## Appendix: The hard-wall assumption behind the $L^6$ law

**Where it enters.** Take one subband with envelope $\chi(z)$ and in-plane mass $m_\parallel$, a well of width $L$, and one rough interface with unscreened width fluctuations $\langle\delta L(\mathbf r)\,\delta L(0)\rangle=\Delta^2e^{-r^2/\Lambda^2}$. The subband edge shifts locally by $F\,\delta L$, with $F=dE_1/dL$. The Born self-energy for area $A$ is

$$\Sigma^R(\mathbf k,E)=\frac{F^2}{A}\sum_{\mathbf q}S(q)\,G^R(\mathbf k-\mathbf q,E),\qquad S(q)=\pi\Delta^2\Lambda^2e^{-q^2\Lambda^2/4}.$$

For $k\Lambda\ll1$, $S\to S(0)$. With the density of states per spin $m_\parallel/2\pi\hbar^2$,

$$\frac{\hbar}{\tau}=-2\,\mathrm{Im}\,\Sigma^R=\frac{\pi m_\parallel\Delta^2\Lambda^2F^2}{\hbar^2}.$$

Scattering is then isotropic, so $\tau$ is also the transport time and $\mu=e\tau/m_\parallel\propto(m_\parallel F)^{-2}$. None of this needs infinite barriers. They enter only on setting $m_\parallel=m_w$ and $F_\infty=-\pi^2\hbar^2/m_wL^3$, which gives $\mu_\infty\propto L^6$.

**Finite barrier.** Let the offset be $V_0$ and the parabolic masses $m_w$ (well) and $m_b$ (barrier), with $\chi$ and $\chi'/m$ continuous (BenDaniel–Duke). Write $E_1=\hbar^2k_z^2/2m_w$, $V_0=\hbar^2k_0^2/2m_w$, $r=\sqrt{m_b/m_w}$. The decay constant is $\kappa=r\sqrt{k_0^2-k_z^2}$. The matching condition $(k_z/m_w)\tan(k_zL/2)=\kappa/m_b$ becomes

$$k_zL=\pi-2\theta,\qquad \theta=\arctan\frac{rs}{\sqrt{1-s^2}}=rs\left[1+\left(\tfrac12-\tfrac{r^2}{3}\right)s^2+\dots\right],\qquad s=\frac{k_z}{k_0}.$$

Differentiating with respect to $L$ gives, exactly within this model,

$$F=-\frac{2E_1}{L+2\,d\theta/dk_z}.$$

The linear term of $\theta$ alone gives $k_z=\pi/(L+2b)$ with

$$b=\frac{r}{k_0}=\frac{\hbar\sqrt{m_b}}{m_w\sqrt{2V_0}}.$$

Then $F=-\pi^2\hbar^2/m_w(L+2b)^3$, and at $m_\parallel=m_w$

$$\frac{\mu}{\mu_\infty}=\left(1+\frac{2b}{L}\right)^6=1+\frac{12b}{L}+\dots,\qquad n\equiv\frac{d\ln\mu}{d\ln L}=\frac{6L}{L+2b}.$$

The first correction is $12b/L$. It raises the mobility and flattens the power law.

**Size for a 5 nm GaAs/AlAs well.** Typical $\Gamma$-valley inputs are $m_w=0.067\,m_0$, $m_b=0.15\,m_0$ and $V_0=1.0$ eV. They give $k_0=1.33$ nm$^{-1}$, $r=1.50$, $b=1.13$ nm and $2b/L=0.45$. The first correction is $12b/L=2.7$, larger than the leading term, so the series in $b/L$ must not be truncated. The shifted-width form stays useful because its parameter is different: $s^2=E_1/V_0=0.11$, and the cubic term changes $\theta$ by the fraction $-0.027$. At $m_\parallel=m_w$:

| model | $E_1$ (meV) | $\lvert F\rvert$ (meV/nm) | $\mu/\mu_\infty$ | $n$ |
|---|---|---|---|---|
| hard wall | 224 | 89.8 | 1 | 6 |
| width $L+2b$ | 107 | 29.4 | 9.3 | 4.1 |
| full matching condition | 108 | 30.4 | 8.7 | 4.3 |

**Terms left out.** The barriers hold the weight $P_b=\sin^2\theta/[\kappa(L/2+d\theta/dk_z)]=0.032$. To first order in the in-plane energy, $m_w/m_\parallel=1-P_b(1-m_w/m_b)=0.982$. This multiplies $\mu$ by $0.965$ and turns 8.7 into 8.4.

Nonparabolicity, $E(1+\alpha E)=\hbar^2(k_z^2+k^2)/2m_w$ with a typical $\alpha=0.6$ eV$^{-1}$, has size $2\alpha E_1=0.13$. For a given $k_z(L)$ it multiplies $m_\parallel$ and divides $F$ by the same factor $1+2\alpha E$, so it cancels in $m_\parallel F$. It survives through the matching condition, where energy-dependent masses change $b$. The sensitivity is $d\ln\mu/d\ln b=12b/(L+2b)=1.9$, so a 10% change of $b$ moves $\mu$ by about 20%. Only one figure of the enhancement is therefore meaningful. Mixing with the AlAs $X$ valleys, which lie below the $\Gamma$ barrier, is outside this model.

At given $\Delta$ and $\Lambda$, the finite barrier raises the roughness-limited mobility of the 5 nm well by a factor of about 8 and lowers the local exponent from 6 to about 4. Since $\mu\propto(\Delta\Lambda)^{-2}$, a product $\Delta\Lambda$ extracted from a mobility with the hard-wall formula comes out too small by $\sqrt{8.4}\approx2.9$, roughly a factor of three.